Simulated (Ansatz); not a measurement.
Sr₃TiO: sound and stiffness along [100], [110] and [111]

The calculation used Ansatz, DFT PBEsol, scalar-relativistic, plane waves, PAW. Plane waves to 420 eV; Γ-centred k mesh 8×8×8; Gaussian smearing of 0.20 eV. Collinear spin, site moments 0.1, 0.1, 0.1, 2.3, 0.0 μB.

The cell, relaxed at this level:
```cif
data_structure
_symmetry_space_group_name_H-M 'Pm-3m'
_symmetry_Int_Tables_number 221
_cell_length_a 5.1806
_cell_length_b 5.1806
_cell_length_c 5.1806
_cell_angle_alpha 90.000
_cell_angle_beta 90.000
_cell_angle_gamma 90.000
_cell_volume 139.04
loop_
_atom_site_label
_atom_site_type_symbol
_atom_site_symmetry_multiplicity
_atom_site_Wyckoff_symbol
_atom_site_fract_x
_atom_site_fract_y
_atom_site_fract_z
_atom_site_occupancy
Sr1 Sr 3 c 0.00000 0.50000 0.50000 1
Ti1 Ti 1 a 0.00000 0.00000 0.00000 1
O1 O 1 b 0.50000 0.50000 0.50000 1
```

The cell was built by swapping an element in a database structure (itself possibly hypothetical) and relaxing; it need not be the stable form of this composition. In a metal, frequencies and elastic constants depend on the k mesh and the smearing, soft modes and shear constants most. A semilocal functional can close a gap that the real compound has.

With ions relaxed, on the cubic axes: C11 = 54.6, C12 = 26.9, C44 = 28.2 GPa. The density is 3.902 g/cm³.

**Question.** Is the crystal stable against strain, and how anisotropic is it?

**Answer.** Born's conditions hold: C11 + 2C12 = 108.5, C11 − C12 = 27.7 and C44 = 28.2 GPa are all positive. B = (C11 + 2C12)/3 = 36.2 GPa. The two shear moduli are C44 and C′ = (C11 − C12)/2 = 13.8 GPa, so Zener's ratio is A = C44/C′ = 2.04: the tetragonal shear C′ is the soft one, as in many fcc and bcc metals and zincblende crystals. The Cauchy pressure C12 − C44 is -1.2 GPa; it would vanish for pair forces between atoms on inversion centres at zero pressure, and here it is small.

**Question.** Give the sound speeds along the three symmetry directions.

**Answer.** The Christoffel equation gives ρv² for each branch:
```csv
direction,branch,ρv²,GPa,v (m/s)
[100],L,C11,54.6,3741
[100],T (×2),C44,28.2,2686
[110],L,(C11 + C12 + 2C44)/2,68.9,4203
[110],"T, u ∥ [001]",C44,28.2,2686
[110],"T, u ∥ [1-10]",(C11 − C12)/2,13.8,1883
[111],L,(C11 + 2C12 + 4C44)/3,73.7,4346
[111],T (×2),(C11 − C12 + C44)/3,18.6,2184
```

**Question.** How does Young's modulus depend on direction?

**Answer.** Inverting gives S11 = 27.167, S12 = -8.973, S44 = 35.511 TPa⁻¹. Along a unit vector (l, m, n), 1/E = S11 − 2(S11 − S12 − S44/2)(l²m² + m²n² + n²l²), where the last bracket is 0, 1/4 and 1/3 for [100], [110] and [111]: E = 37, 56 and 67 GPa. With A > 1 the body diagonal is stiffest. For a film on (001), the biaxial modulus is C11 + C12 − 2C12²/C11 = 55 GPa and the normal strain is −2C12/C11 = -0.99 times the in-plane one.

Cost: 2 runs of about 14 core-minutes in all, on Intel Xeon Platinum 8488C (Sapphire Rapids) (shared hosts).

The elastic tensor looks like that of a close-packed metal rather than a stiff oxide framework. C11 is nearly double both C12 and C44, the pattern expected for central springs between nearest neighbours on an fcc lattice, and Sr and Ti together occupy just such a lattice. Springs along its face diagonals resist C44 shear more than tetragonal shear, which accounts for A = 2.04 and for the slowest wave being the [110] branch polarised along [1-10]. Sr–O–Sr chains along the cube axes would by themselves raise C11 and C′ but not C44, so their stretching stiffness probably either contributes little or is offset by electrostatic and band terms. The small Cauchy pressure fits this picture without proving pairwise bonding.

The moment of 2.3 μB on Ti suggests a partly filled d shell, not the closed-shell anion that a main-group element supplies on this site in related antiperovskites. Positive elastic constants establish stability only against uniform strain of this spin state; rotations of the OSr₆ octahedra that enlarge the cell remain untested.
